## Results and discussion

### Size of the two contributions

The magnetisability $\xi$ of a closed-shell molecule is the sum of a negative diamagnetic term and a positive paramagnetic term. For a field along the inertial axis $a$, the diamagnetic term counts the electrons by their squared distance from that axis, $\xi^{\rm dia}_{aa}=-k\langle b^2+c^2\rangle$ with $k=e^2/4m_e$, summed over the 24 electrons of formyl fluoride. A spherical neutral atom at a distance $R_\perp$ from the axis adds $-kZR_\perp^2$ to this term merely by being displaced, and gauge invariance forces the paramagnetic term to return $+kZR_\perp^2$. The framework sum $N=k\sum ZR_\perp^2$ therefore appears twice with opposite signs. It depends only on the geometry, which is the same in every row.

The calculations supply both terms about the centre of mass, the paramagnetic one being defined as the GIAO total less the diamagnetic one, and $N$ follows from the nuclear part of the rotational $g$ tensor and the rotational constants. Averaged over axes and rows, in units of $10^{-30}$ J/T$^2$ (called units below),

$$\xi=\underbrace{(-1636+1154)}_{d\,=\,-482}+\underbrace{(1335-1154)}_{p\,=\,+181}\approx-301 .$$

The local diamagnetism $d$ measures the size of the electron clouds round the nuclei, and the excess paramagnetism $p$ measures how far the field mixes excited states into the ground state beyond what spherical atoms would do. A change of 1% in $d$ moves $\xi$ by about 5 units, and the same change in $p$ moves it by about 2 units in the other direction. The order of the rows is therefore decided by changes of a few per cent at most in two opposed terms.

GIAO magnetisabilities of formyl fluoride (CHFO) computed with PySCF 2.14.0 using density fitting and non-relativistic Kohn-Sham DFT, in the gas phase at the PBE0-D3(BJ)/def2-SVP geometry. Magnetisability and molar susceptibility are isotropic means; the anisotropy is the root of half the summed squared differences of the principal values.

| level | magnetisability (1e-30 J/T^2) | magnetisability anisotropy (1e-30 J/T^2) | susceptibility (1e-6 cm^3/mol) |
| --- | --- | --- | --- |
| B3LYP/aug-pcSseg-1 | -305.2 | 99.60 | -18.380 |
| KT1/aug-pcSseg-2 | -305.2 | 91.90 | -18.380 |
| B3LYP/pcseg-1 | -303.6 | 96.00 | -18.290 |
| B3LYP/def2-TZVPD | -302.1 | 100.60 | -18.190 |
| KT2/aug-pcSseg-2 | -301.1 | 92.30 | -18.130 |
| B3LYP/def2-QZVP | -301.1 | 100.00 | -18.140 |
| B3LYP/def2-TZVP | -300.6 | 99.20 | -18.100 |
| B3LYP/IGLO-II | -300.2 | 99.70 | -18.080 |
| KT3/aug-pcSseg-2 | -299.5 | 92.80 | -18.030 |
| OLYP/aug-pcSseg-2 | -299.3 | 98.40 | -18.030 |
| B97-D/aug-pcSseg-2 | -298.4 | 98.70 | -17.970 |
| HCTH407/aug-pcSseg-2 | -297.9 | 98.80 | -17.940 |

The magnetisability column is the mean of the three principal values, and it spans 7.3 units, or 2.4% of its mean. The susceptibility column is the same quantity per mole in cgs units, $\chi=(\mu_0/4\pi)N_A\xi$, a factor of 0.06022 between the printed numbers that holds to within the rounding of the two columns. Two series are interleaved: B3LYP in six basis sets, and six gradient-corrected (GGA) functionals in aug-pcSseg-2. The series share neither functional nor basis, so a difference between a B3LYP row and a GGA row mixes both effects. Basis alone moves B3LYP by 5.0 units, which is most of the whole range.

### Cloud size and the diamagnetic term

For a planar molecule, the combination $\xi^{\rm dia}_{aa}+\xi^{\rm dia}_{bb}-\xi^{\rm dia}_{cc}=-2k\langle c^2\rangle$ isolates the extent of the density along the normal $c$. All nuclei lie in the plane, so $\langle c^2\rangle$ contains no framework term and does not respond directly to charge moving from one atom to another. If the cloud swells equally in all three directions, the mean of the diamagnetic tensor changes by $\delta d=-\tfrac23k\cdot3\,\delta\langle c^2\rangle=-2k\,\delta\langle c^2\rangle$, with $2k$ close to 140 units per Å$^2$. One third of this is an identity, because $\langle c^2\rangle$ is part of $d$. The remaining two thirds test whether the in-plane extent follows the out-of-plane extent.

It follows closely for B3LYP, where $d$ and $\langle c^2\rangle$ correlate with a coefficient of $-0.98$, and more loosely for the GGAs, with $-0.86$. The two B3LYP bases with diffuse functions have the largest $\langle c^2\rangle$ and the most negative $d$ of their series, and IGLO-II has the smallest $\langle c^2\rangle$ of all rows. Going from def2-TZVP to def2-TZVPD adds diffuse functions only and makes $d$ more negative by 3.4 units, of which a rise in $p$ returns about half, leaving a net shift of $-1.5$. This pair is the cleanest evidence that the outer tail of the density controls $d$.

### The orbital gap and the paramagnetic term

A magnetic field is an imaginary perturbation and leaves the density unchanged to first order. For a GGA without current dependence the Kohn–Sham potential then stays unchanged as well, and the response is an uncoupled sum over occupied orbitals $i$ and virtual orbitals $a$,

$$\xi^{\rm para}=4\mu_B^2\sum_{ia}\frac{|\langle i|l|a\rangle|^2}{\varepsilon_a-\varepsilon_i},$$

with $l$ the angular momentum about the field axis in units of $\hbar$. The simplest model assumes that the part of this sum beyond $N$ scales with a single denominator, the HOMO–LUMO gap $\Delta$:

$$\xi = d + A/\Delta .$$

Because $d$ is taken from the calculation itself, only the behaviour of $p$ is tested.

The pair OLYP and KT3 shows the model at work without any fit. OLYP has the narrowest gap of the GGAs and KT3 the widest, so $p$ of OLYP can be scaled by the ratio of the gaps (in eV) and added to $d$ of KT3:

$$p_{\rm KT3}\approx184.6\times\frac{5.688}{5.869}=178.9,\qquad \xi_{\rm KT3}\approx-477.4+178.9=-298.5 .$$

The table gives $-299.5$, so the estimate is 1.0 unit too little diamagnetic relative to the calculated value. Keeping the OLYP value of $p$ unchanged would give $-477.4+184.6=-292.8$, in error by more than six times as much. The paramagnetic term of KT3 was used nowhere in this estimate.

KT3 and OLYP are neighbours in the table only because two sizeable changes cancel. KT3 has the more compact cloud, which makes $d$ less negative by 6.54 units, and the wider gap, which goes with a $p$ smaller by 6.65 units. The remainder of about 0.1 unit is too small to rank the two functionals or to be given a cause. The near-equality of KT2 and B3LYP/def2-QZVP carries no meaning either, since it also crosses the two series.

A least-squares fit of $A$ to the values of $\xi-d$ of all six GGA rows gives $A=1046$ units·eV and a root-mean-square residual of 0.65 units. A constant $p$, which also has one parameter, leaves 2.66 units, no better than the 2.44 left by giving every row the mean $\xi$. Differences in $d$ alone thus do not reproduce the GGA values. A varying $p$ is needed, and the gap describes most of its variation. The evidence has limits, since the six points fall roughly into a KT group and a non-KT group, and a correlation between two groups does not establish a cause.

The fitted $A$ divided by $4\mu_B^2$ corresponds to an effective $|l|^2$ of 0.49 per axis, a plausible size for p-type orbitals rotated into one another. It lumps many excitations together and depends on the neutral-atom choice of $N$, so it is not the matrix element of one transition. The model is worst for KT2, whose $\xi$ is 1.1 units more negative than predicted. The residuals are about ten times the rounding of the table, and the model cannot order rows that lie less than a unit apart, such as OLYP, B97-D and HCTH407 taken in adjacent pairs.

Changes of $d$ and $p$ oppose each other in most of the pairs examined, and this keeps the total range narrow. Part of the opposition is built into the partition, because charge that moves towards an atom far from the centre of mass raises both terms, while $N$ is fixed for neutral atoms. It is likely, though untested here, that a second part is physical: a shallower potential would both loosen the density and bring the orbital levels closer together.

### KT1, the row set apart by size

KT1 lies 4.1 units beyond KT2 although the two share a basis and a family. The numbers place the cause in the diamagnetic term: $d$ is more negative by 7.56 units, and a larger $p$ returns 3.44. The narrower gap of KT1 gives this rise in $p$ the right sign but less than half of its size. KT1 has the largest $\langle c^2\rangle$ of all rows. Why its cloud is looser is not shown by these results; a likely reason is that KT2, which weights local exchange more heavily, binds the valence electrons more tightly, and its HOMO is indeed lower by 0.09 eV.

The swelling formula can be applied to this pair, with $\langle c^2\rangle$ in Å$^2$:

$$\delta d\approx-140\times(3.249-3.200)=-6.9 .$$

This recovers about nine tenths of the calculated change in $d$, so an overall expansion of the density describes the difference well. The formula does less well for KT3 against OLYP, where it gives about two thirds of the change. The tie between KT1 and B3LYP/aug-pcSseg-1 at $-305.2$ is a coincidence across the two series, as their anisotropies differ by 7.7 units.

### The small bases in the B3LYP series

With def2-QZVP, the largest basis, as a yardstick and not as a proven limit, B3LYP/pcseg-1 is the row that a size argument gets wrong. Its cloud is more compact, and $d$ is less negative by 1.77 units, yet $\xi$ is more negative by 2.5 because $p$ is smaller by 4.27. This basis has the widest gap of the series, because the LUMO rises by more than the HOMO. Scaling $p$ of def2-QZVP by the ratio of the gaps recovers about two thirds of the drop, as follows:

$$182.2\times\frac{7.978}{8.105}=179.3,\qquad 182.2-179.3=2.9 .$$

IGLO-II has the same signs as pcseg-1, with $d$ less negative by 3.95 units and $p$ smaller by 3.02, but here the first change wins and $\xi$ lands within a unit of def2-QZVP. Its agreement is a cancellation. The augmented double-zeta basis aug-pcSseg-1 is the exception to the opposition of the two terms, since both shift in the diamagnetic direction, by $-3.17$ and $-0.93$ units. It has the narrowest B3LYP gap without the largest $p$, and its misfit to the gap model is, level with that of def2-QZVP, the largest in this series. A likely reason for its low $p$, not tested here, is that a double-zeta basis has too few virtual orbitals to describe the response in full, which tends to lower $p$ whatever the gap. The same shortage may supply part of the drop in pcseg-1. Adding diffuse functions to a double-zeta basis is thus not enough to reach the def2-QZVP value.

### Exact exchange changes the denominator

Fitted in the same way to the six B3LYP rows, the model gives $A=1447$ units·eV with a residual of 0.69 units, against 1.62 for a constant $p$. The larger constant reflects a failure of transfer between the series. The mean gap is 8.01 eV for B3LYP, far above that of the GGAs, while $p$ covers much the same range in both series.

The GGA value of $A$, applied to the B3LYP gaps, underestimates $p$ by 50 units on average, about ten times the spread that the basis produces in $p$. The reason is standard response theory. Exact exchange removes part of the attraction between the excited electron and its hole from the virtual orbital energies, which widens the orbital gap. The non-local exchange operator also responds to an imaginary perturbation, and this coupling puts the attraction back into the effective denominator.

A neighbouring series of hybrids with a rising share of exact exchange, ending at Hartree–Fock in one fixed basis, should on this argument show a steadily widening orbital gap and a much weaker change of $p$ than $1/\Delta$ implies. Each share of exchange would need its own $A$. The gap is a usable guide only among levels that treat exchange alike, as within either series here.

### The anisotropy and the KT group

The magnetisability anisotropy is the root of half the summed squared differences of the principal values. Writing $\alpha$ for the in-plane mean less the value along $c$, and $s$ for the difference of the two in-plane values, this is $\sqrt{\alpha^2+\tfrac34s^2}$. In every row $c$ is the most diamagnetic direction, and about three quarters of $\alpha$ is paramagnetic: for def2-QZVP, 75.4 units come from $p$ and 24.3 from $d$. Symmetry explains the direction. Rotations about in-plane axes connect in-plane orbitals with $\pi^*$, including the oxygen lone pair to $\pi^*$ excitation that is the usual HOMO–LUMO pair of a carbonyl group, whereas rotation about $c$ does not.

All three KT rows lie below all three other GGAs, by 6.3 units or 6.4% on average, a change between two and three times as large in relative terms as the 2.4% by which their gaps are wider. A wider gap goes with a smaller in-plane $p$, so the sign is the expected one. Part of the amplification arises because the paramagnetic share of $\alpha$ is itself a difference, between an in-plane $p$ near 200 units and a smaller one along $c$, and the two do not fall by the same percentage. The rest is diamagnetic.

From the other GGAs to the KT group the in-plane $p$ falls by 2.9% and $p$ along $c$ by 1.5%. This unequal fall supplies 4.0 units of the drop in anisotropy, and the shape of the diamagnetic tensor supplies 2.3. The field along $c$ serves as a control, because the lone-pair to $\pi^*$ excitation is silent there. Since $p$ along $c$ falls too, the HOMO–LUMO gap stands in for a wider shift of the spectrum and is not the sole cause.

The gap also fails to order the anisotropies within a group. KT1 has the narrowest gap of the KT rows and the lowest anisotropy, 91.9, and OLYP has the narrowest gap of the other three and the lowest anisotropy among them, 98.4. Both are the reverse of what a single in-plane excitation would give. The gap model describes the isotropic $p$ and the separation of the two groups, and no finer detail of the tensor.

The anisotropy column is also nearly blind to the in-plane splitting, which enters only in quadrature. IGLO-II has $s=16.1$ units and pcseg-1 has 14.1, against 8.4 for def2-QZVP, yet the anisotropy of IGLO-II differs from that of def2-QZVP by only 0.3. A smaller $\alpha$ and a larger $s$ offset each other, so this basis matches the yardstick in both tabulated quantities while its in-plane splitting is nearly twice as large. Agreement of that kind is agreement between calculations for a rigid gas-phase molecule, without vibrational averaging and with functionals that ignore the current density, and the position of a row in the table says nothing about its accuracy.
